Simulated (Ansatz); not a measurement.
## A series in volume scale on BaTiO3

Results calculated with Ansatz 0.2.0, not measured. Periodic Kohn-Sham DFT of a crystal at fixed atoms, scaled to volume_scale times the given cell; pressure positive in compression, energy less spherical unpolarised free atoms, largest_vzz the field gradient of largest size among the nuclei.

The cell before it is scaled or strained (space group Pm-3m, No. 221):
```
cell vectors (Å)
   4.0073     0.0000     0.0000
   0.0000     4.0073     0.0000
   0.0000     0.0000     4.0073
atoms (fractions of the cell vectors)
Ba  0.50000  0.50000  0.50000
Ti  0.00000  0.00000  0.00000
O   0.50000  0.00000  0.00000
O   0.00000  0.50000  0.00000
O   0.00000  0.00000  0.50000
```

Settings of every row: method all-electron PAW; functional LDA; relativity scalar; k mesh 8x8x8; filling fermi-dirac; smearing width 0.05 eV; nucleus gaussian.

Atom start moment: 0 on all atoms.

Limits: field gradient without spin-orbit coupling on heavy atoms; no spin-orbit coupling on heavy atoms.

```
row  volume scale  V (Å³/atom)  largest V_zz (1e21 V/m^2)  pressure (GPa)
  1          0.94       12.098                          ?               ?
  2          0.96       12.355                      1.847          -2.574
  3          0.98       12.613                      2.026          -6.189
  4          0.99       12.742                      2.113          -7.846
  5             1        12.87                      2.198          -9.408
  6          1.01       12.999                      2.282         -10.882
  7          1.02       13.128                      2.365         -12.273
  8          1.04       13.385                      2.527          -14.82
  9          1.06       13.642                      2.682         -17.083
```

Question: what largest V_zz and pressure should row 1 give?

Worked fit of largest V_zz. Take t = volume scale − 1. The shown rows have t = -0.04, -0.02, -0.01, 0, 0.01, 0.02, 0.04, 0.06. Least squares give largest V_zz = 2.1982 + 8.491 × t − 7.1 × t² 1e21 V/m^2; a straight line predicts inner rows, each left out in turn, worse (root mean square 0.0052 against 0.0005 1e21 V/m^2). The rows lie off it by 0.000, 0.000, 0.000, 0.000, 0.000, 0.000, 0.001, 0.000. The withheld row has t = -0.06, so the fit gives 2.1982 + 8.491 × (-0.06) − 7.1 × (-0.06)² = 1.663 1e21 V/m^2.

The calculation gave 1.663 1e21 V/m^2. The fit meets it to the printed digit. This row lies beyond the range of the fit.

Worked fit of pressure. Take u = (V_r/V)^(2/3) − 1 with V_r = 12.934 Å³ an atom, which is twice the finite (Eulerian) strain; such expansions in the strain, on which the Birch-Murnaghan equation of state is built, carry the rest volume and the bulk modulus. The shown rows have u = 0.031, 0.0169, 0.01002, 0.00331, -0.00334, -0.00988, -0.02259, -0.03491. Least squares give pressure = −10.1464 + 222.716 × u + 691.52 × u² GPa; a straight line predicts inner rows, each left out in turn, worse (root mean square 0.23 against 0.0058 GPa). The rows lie off it by 0.004, -0.004, -0.001, -0.006, 0.001, 0.006, 0.005, -0.004 (root mean square 0.0043 GPa). The withheld row has u = 0.04555, so the fit gives −10.1464 + 222.716 × (0.04555) + 691.52 × (0.04555)² = 1.433 GPa.

The calculation gave 1.485 GPa. The fit lies 0.052 GPa (3.5 % of the value, 0.28 % of the column's range) below it; its largest miss of a shown row is 0.006 GPa. This row lies beyond the range of the fit.
